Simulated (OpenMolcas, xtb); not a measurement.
CH3BF2 (SMILES FBCF): methods side by side

The species is CH3BF2 (7 atoms), meant as a singlet with charge 0. As SMILES, `FBCF`. The shape is that of a GFN2-xTB optimisation. This is one conformer, not always the lowest.

```tsv
atom	x (Å)	y (Å)	z (Å)
F	-1.7760	0.0112	-0.7274
B	-0.6477	0.5506	-0.3565
C	0.5151	-0.3324	0.2646
F	0.2302	-1.6796	0.3720
H	-0.5257	1.7083	-0.4941
H	0.7735	0.0052	1.2768
H	1.4306	-0.2633	-0.3353
```

Each level gives the dipole moment (D). The values are calculated.

```tsv
level	kind	program	value (D)	CPU time
GFN2-xTB	semi-empirical	xtb	2.84	under 2 s
GFN0-xTB	semi-empirical	xtb	2.90	under 2 s
GFN1-xTB	semi-empirical	xtb	2.87	under 2 s
HF/STO-3G	Hartree–Fock	OpenMolcas	1.26	2 s
HF/3-21G	Hartree–Fock	OpenMolcas	2.81	2.2 s
HF/def2-SVP	Hartree–Fock	OpenMolcas	2.69	4.7 s
PBE/def2-SVP	GGA	OpenMolcas	1.83	23 s
BLYP/def2-TZVP	GGA	OpenMolcas	2.01	81 s
B3LYP/6-31G* (spherical functions)	global hybrid	OpenMolcas	1.88	20 s
B3LYP/6-31G* (Cartesian functions)	global hybrid	OpenMolcas	1.88	23 s
```

The values span 1.26 to 2.90 D. Sets without polarisation functions give poor dipoles. CPU times are rough (shared hosts, several kinds of processor): they show what a rung costs within a factor of a few.

The molecule is clearly polar, but the size of its dipole depends strongly on the electronic description. In this conformer the C–F and B–F bonds lie on the same side of the B–C axis, so their moments largely reinforce each other; rotation towards an anti arrangement should lower the total. With def2-SVP, the dipole falls from 2.69 D in Hartree–Fock to 1.83 D in PBE. Hartree–Fock commonly exaggerates bond polarity, and correlation probably also strengthens π back-donation from fluorine into the empty boron p orbital, which opposes the σ polarisation. The low HF/STO-3G value reflects a minimal basis too rigid to describe charge build-up on fluorine.

The density functionals agree fairly well, though their differing basis sets prevent the effect of exact exchange from being isolated. The three xTB values lie close together and near the larger-basis Hartree–Fock results, but as related parametrisations they aren't independent confirmation of a high dipole. Without a correlated wavefunction or experimental reference, the lower density-functional range is the more plausible estimate, not an established value.
